## Reading the errors of an atomization energy: CH₂Al

The radical CH₂Al is planar. It has two C–H bonds, one Al–C bond, a lone pair on aluminium and one unpaired electron in an orbital perpendicular to the plane. Its atomization energy is the energy needed to pull it apart into free atoms, and the best estimate is 11.983 eV.

Each row gives the atomization energy at one level of theory less this best estimate, so a negative error means that the molecule is bound too weakly. Rows marked CBS are extrapolated to the limit of a complete basis; the others use the small basis cc-pVDZ. HF is Hartree–Fock, while MP2 and the coupled-cluster levels CCSD and CCSD(T) add electron correlation. AFQMC, auxiliary-field quantum Monte Carlo, finds it by random walks and therefore carries statistical noise.

Atomization energy of CH₂Al (neutral, doublet) by Hartree–Fock, MP2, coupled cluster and AFQMC, computed with the in-house AFQMC program afq 1 and Ansatz 0.2.0 at the PBE0/def2-TZVP geometry. The molecule's determinant is UHF, noble-gas cores are frozen, and the basis is cc-pVDZ except in rows marked CBS. The reference level for the best estimate is CCSDT(Q).

```
         level  this level less the best estimate at the basis limit (meV)  statistical noise, one standard error (meV)
            HF                                                     -3182.0                                         0.00
           MP2                                                     -1019.0                                         0.00
          CCSD                                                     -1134.0                                         0.00
       CCSD(T)                                                     -1045.0                                         0.00
   ph-AFQMC/HF                                                      -955.0                                        48.00
 ph-AFQMC/CISD                                                     -1026.0                                        14.00
released AFQMC                                                     -1049.0                                        11.00
    free AFQMC                                                     -1027.0                                        20.00
        HF/CBS                                                     -2880.0                                         0.00
       MP2/CBS                                                         7.0                                         0.00
   CCSD(T)/CBS                                                       -13.0                                         0.00
```

### 1. What does the error of CCSD(T) in the small basis mean?

The entry of −1045 meV says that CCSD(T) in cc-pVDZ gives 10.94 eV in place of 11.983 eV, almost 9 % too little. At the basis limit the same method is only 13 meV low. Nearly all of the error thus belongs to the basis and not to the method.

The remaining 13 meV must be read with care. The best estimate was built from the CCSD(T) limit plus a step to a higher coupled-cluster level, CCSDT(Q). The 13 meV are this step, and they say nothing about the quality of the extrapolation.

### 2. Why does Hartree–Fock bind so weakly even at the limit?

Hartree–Fock lets each electron feel only the average field of the others. Electrons of equal spin still avoid each other through the Pauli principle, but those of opposite spin come too close. The free atoms hold two valence pairs of opposite spin, the s pairs of carbon and aluminium; the molecule holds four. Bond formation creates two new pairs, and Hartree–Fock misses the energy gained when the two electrons of a pair avoid each other.

At the limit correlation adds 2867 meV to the binding (CCSD(T) less HF), about a quarter of the whole. Not all of this comes from within the new pairs, since electrons of different pairs also avoid each other. The share may be too large by an unknown amount: the Hartree–Fock solution used for the molecule in cc-pVDZ is a saddle point, so a lower one exists, and the same may hold at the limit. The pair count also serves for neighbours. With nitrogen in place of aluminium, H₂CN has five pairs against two in its atoms, so three are new, and correlation should contribute more to the binding.

### 3. Why does a small basis weaken the bonds?

A basis set is the supply of functions from which orbitals and their correlated motion are built. Free atoms are nearly round and need few shapes. A molecule also needs functions that shift charge into the bonds, and without them even Hartree–Fock loses 302 meV of binding.

The larger part of the loss, 730 of 1032 meV for CCSD(T), comes with correlation. Where two electrons meet, the exact wave function has a sharp dip, which smooth orbital functions reproduce only slowly as their number grows. The molecule has more close pairs than the atoms, so it suffers more. The split between HF and CCSD(T) agrees with this explanation but doesn't prove it.

### 4. Can a cheap method supply the basis correction?

If the loss comes from the dip at short distance, it should hardly depend on how well a method treats the rest of the correlation. The correction can then be taken from MP2 and added to another level $L$:

$$\Delta_L(\text{limit}) \approx \Delta_L(\text{cc-pVDZ}) + \left[\Delta_{\text{MP2}}(\text{limit}) - \Delta_{\text{MP2}}(\text{cc-pVDZ})\right],$$

where $\Delta$ is the error in the table. The bracket is $7 + 1019 = 1026$ meV. For CCSD(T) the estimate is $-1045 + 1026 = -19$ meV, against −13 meV in the table. Nothing was fitted. The CCSD(T) limit enters only through the common zero of all errors, which drops out when the two values are compared.

For Hartree–Fock the same recipe fails by 724 meV, as it should, since a method without correlation has no dip to describe. Here the correction passes from MP2 to CCSD(T), but not to a method without correlation. The output after the text lists both tests.

### 5. Is MP2 the best method here?

At the limit MP2 has the smallest error of all rows, 7 meV. Its total energies tell another story. In cc-pVDZ the molecule lies 1042 meV above its CCSD(T) energy. Adding the atomization energy to the energy of the molecule gives that of the atoms, and these lie 1068 meV too high by the same measure. The two faults cancel in the difference.

A likely reason, which these numbers don't test, is that the s pairs of carbon and aluminium can move into nearby empty p orbitals. MP2 underestimates such easy excitations, and similar ones survive in the molecule. A small error in an energy difference thus doesn't prove a good wave function, and where bonding changes the pairs in another way the cancellation may be worse.

### 6. What do triple excitations add?

CCSD correlates electrons mainly pair by pair; the (T) adds the joint motion of three electrons. It lowers the molecule by about 132 meV and the atoms by only 43 meV, so the binding grows by 89 meV. A likely reason is that the molecule has more pairs, which lie close together and can respond to one another, while the pairs of separated atoms are far apart.

Here the basis must be kept out of the comparison. The reference itself, taken in cc-pVDZ, would stand at $-1045 + 13 = -1032$ meV. Measured from there, CCSD is 102 meV low and CCSD(T) 13 meV low. The raw entries, both beyond −1000 meV, hide how different the two methods are.

### 7. Does the noise of AFQMC tell how wrong it is?

Only in part. The phaseless form (ph-AFQMC) keeps its walks stable with the help of a trial wave function, and an imperfect trial adds a bias that the printed noise leaves out. With the Hartree–Fock trial the error within cc-pVDZ is $-955 + 1032 = 77$ meV with a noise of 48 meV, which looks harmless.

The total energies show more. The molecule lies 107 meV above its CCSDT(Q) energy, a little more than twice its noise, so the atoms must lie $107 + 77 = 184$ meV too high. With the better CISD trial the atoms are only about 6 meV too high. The comparison points to the trial as the source of the bias, part of which cancels in the atomization energy. The printed noise of the run with the Hartree–Fock trial may itself be a little too small, since it still grew when longer stretches of the walk were averaged.

### 8. Which digits can be trusted?

Steps of about 100 meV between the coupled-cluster rows in one basis can be trusted. The Hartree–Fock and MP2 rows depend more directly on the Hartree–Fock solution, which is not the lowest one. The three better AFQMC rows (CISD trial, released and free) lie within 17 meV of the reference in cc-pVDZ, with noise of 11 to 20 meV, and can't be ranked, the less so as the noise of the free row leaves out any remainder of its starting state. Their agreement with the reference is also no independent proof, because CCSDT(Q) was accepted only where it agreed with released AFQMC. Against a measured value even the first decimal of 11.983 eV would need work, since the vibrational zero-point energy is left out, as are the correlation of the core electrons and spin-orbit coupling.

Such steps matter in practice. Molecules with Al–C bonds serve as precursors for aluminium oxide films, among them gate dielectrics. If an error as large as that of CCSD, about 0.1 eV, sat in a reaction barrier, the computed rate at 500 K would be wrong by a factor of about ten. For this molecule the safe order is therefore to compare methods within one basis first, to carry the basis correction over from a cheap correlated method, and only then to judge the result.

The analysis program printed:

```
Errors after the CCSD(T) basis shift is taken off the cc-pVDZ rows:
             row  method error in meV  noise in meV
              HF                -2150             0
             MP2                   13             0
            CCSD                 -102             0
         CCSD(T)                  -13             0
     ph-AFQMC/HF                   77            48
   ph-AFQMC/CISD                    6            14
  released AFQMC                  -17            11
      free AFQMC                    5            20
          HF/CBS                -2880             0
         MP2/CBS                    7             0
     CCSD(T)/CBS                  -13             0
CCSD(T) atomization energy in cc-pVDZ (eV): 10.94
CCSD(T) shortfall in cc-pVDZ (percent of best estimate): 8.721
basis shift of HF (meV): -302
basis shift of MP2 (meV): -1026
basis shift of CCSD(T) (meV): -1032
correlation part of the CCSD(T) basis shift (meV): -730
CCSD(T) limit predicted with the MP2 shift, less the value (meV): -6
HF limit predicted with the MP2 shift, less the value (meV): 724
binding by correlation at the limit, CCSD(T) less HF (meV): 2867
the same as percent of best estimate: 23.93
correlation missing in MP2 against CCSD(T), molecule (meV): 1042
correlation missing in MP2 against CCSD(T), atoms summed (meV): 1068
MP2 less CCSD(T), atomization energy in cc-pVDZ (meV): 26
lowering by perturbative triples, molecule (meV): 132.5
lowering by perturbative triples, atoms summed (meV): 43.48
gain in atomization energy by perturbative triples (meV): 89
AFQMC with HF trial above CCSDT(Q), molecule (meV): 107.2
AFQMC with HF trial above CCSDT(Q), atoms summed (meV): 184.2
AFQMC with CISD trial above CCSDT(Q), atoms summed (meV): 5.66
AFQMC with HF trial, method error over noise: 1.604
rate factor at 500 K if the CCSD method error sat in a barrier: 10.67
```
